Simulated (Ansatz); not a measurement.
A series in volume per atom on NbCd₃

Results calculated with Ansatz 0.2.0, not measured. Periodic Kohn-Sham DFT of a crystal at fixed atoms; pressure and stress are positive in compression; the energy is the free energy less that of spherical unpolarised free atoms; site moments are those in the method's own spheres, positive along +z.

Cell of the first row (space group Pm-3m, No. 221):
```
CELL_PARAMETERS angstrom
4.12900 0.00000 0.00000
0.00000 4.12900 0.00000
0.00000 0.00000 4.12900
ATOMIC_POSITIONS crystal
Nb 0.00000 0.00000 0.00000
Cd 0.00000 0.50000 0.50000
Cd 0.50000 0.00000 0.50000
Cd 0.50000 0.50000 0.00000
```

Settings of every row: method all-electron PAW; functional LDA; relativity scalar; k mesh 9x9x9; filling fermi-dirac; smearing width 0.08 eV; nucleus gaussian.

Atom start moment: 0 on all atoms.

```
row  volume per atom (Å³)  pressure (GPa)
  1                17.598            5.49
  2                18.347          -0.173
  3                18.721          -2.524
  4                18.908               ?
  5                 19.47          -6.437
```

Question: what pressure should row 4 give?

Worked fit of pressure. Take u = (V_r/V)^(2/3) − 1 with V_r = 18.534 Å³ an atom, which is twice the finite (Eulerian) strain; such expansions in the strain, on which the Birch-Murnaghan equation of state is built, carry the rest volume and the bulk modulus. The shown rows have u = 0.03515, 0.00678, -0.00667, -0.03231. Least squares give pressure = −1.3845 + 175.135 × u + 581.12 × u² GPa; a straight line predicts inner rows, each left out in turn, worse (root mean square 0.43 against 0.0056 GPa). The rows lie off it by 0.001, -0.003, 0.003, -0.001. The pressure vanishes at u = 0.0077, or V = 18.32 Å³ an atom, and there the bulk modulus at fixed shape and fractions is B = −V dP/dV = (2/3)(1 + u) dP/du = 124 GPa. The withheld row has u = -0.01323, so the fit gives −1.3845 + 175.135 × (-0.01323) + 581.12 × (-0.01323)² = -3.600 GPa.

The calculation gave -3.595 GPa. The fit lies 0.005 GPa (0.042 % of the column's range) below it; its largest miss of a shown row is 0.003 GPa.
